Dirac points in α-Sn on InSb(111): the integer-eigenvalue slip

Setting. The strained film has space group R-3m, with the inversion centre on the C3 axis z ∥ [111]. It is treated as bulk-like. Approximate inputs: a(Sn) = 6.489 Å, a(InSb) = 6.479 Å; C11, C12, C44 = 69.0, 29.3, 36.2 GPa; d = −4.1 eV; γ3 = −6.8.
ε∥ = −0.154 %
ε⊥ = −2ε∥(C11+2C12−2C44)/(C11+2C12+4C44) = +0.062 %
εxy = (ε⊥−ε∥)/3 = 7.22×10⁻⁴ (cubic axes)
The Γ8⁺ states have effective L = 1. In electron energies, with {AB} = (AB+BA)/2, the shear term −2√3 d εxy Σ{LᵢLⱼ}, summed over the three cubic pairs, equals D·Lz² + const, with D = 3√3|d|εxy = 15.4 meV. The states are
HH₊ = |m=1,↑⟩, LH₊ = √(1/3)|1,↓⟩ + √(2/3)|0,↑⟩,
and their PT partners. ⟨Lz²⟩ is 1 and 1/3, so HH lies Δ = 2D/3 = 10.3 meV above LH at Γ. The Luttinger Hamiltonian on the axis gives
δ(k) = E_HH − E_LH = Δ − 4|γ3|ħ²k²/2m₀.
With ħ²/2m₀ = 3.81 eV Å², δ vanishes at k₀ = 0.010 Å⁻¹.

The attempt (WRONG, do not reuse)
(1) Take u = exp(−2πi m/3), m = 0, ±1.
(2) HH₊ and LH₊ both contain m = 1, so they may mix.
(3) From the orbital parts, V = √(1/3)·D = (√3/2)Δ = 8.9 meV.
(4) The splitting √(δ²+4V²) has its minimum 2V = √3Δ ≈ 18 meV at ±k₀. Wrong answer: no Dirac point.

Symptom. At k = 0, line (4) gives √(Δ²+3Δ²) = 2Δ, although the same shear term gave Δ. Also, LH₊ is no eigenstate of the operator in (1), since it mixes m = 0 and m = 1.

Faulty line: (1). It rotates the orbital and leaves the spin fixed, so u³ = +1. For spinors Cn = exp(−2πi Jz/n) with Jz = Lz + Sz, Cnⁿ = −1, and u = exp(−2πi j/n) with half-integer j.

Mended calculation. PT is antiunitary, leaves k fixed and squares to −1, so every band is a doublet (ψ, PTψ). If Cn commutes with P, it commutes with PT, and Cn PTψ = PT(uψ) = u* PTψ. Each doublet on the axis carries (u, u*):
C2: (i, −i), one type
C3: exp(∓iπ/3) and (−1, −1), two
C4: j = ±1/2, ±3/2, two
C6: j = ±1/2, ±3/2, ±5/2, three
Integer labels give 2, 2, 3, 4. They invent protected crossings for C2, and for C3 the count agrees, so counting does not expose the slip there.

On the axis H commutes with Cn, so (u₁−u₂)⟨1|H|2⟩ = 0. Doublets of different type share no eigenvalue and cannot mix. For C2 all doublets are alike and crossings are generically avoided. Here HH (j = ±3/2) has (−1, −1) and LH (j = ±1/2) has exp(∓iπ/3), so V = 0 exactly. In line (3) the two m = 1 components carry opposite spin. The splitting is |δ(k)|, and the bands cross in fourfold points at ±k₀, which P maps onto each other. PT sends the Berry curvature traced over a doublet to its negative at the same k, so it vanishes and each point has zero net Chern number.

Size of the error. The slip gives about 18 meV where symmetry gives zero, √3 times the strain splitting itself. A change of 0.001 Å in either lattice constant moves Δ by 10 %. Strain mixing with the split-off band, typically 0.8 eV lower, raises LH by 0.07 meV and keeps C3, so it shifts k₀ without opening a gap. Confinement quantises k along the axis, so the bulk picture needs films thick compared with π/k₀ ≈ 3×10² Å.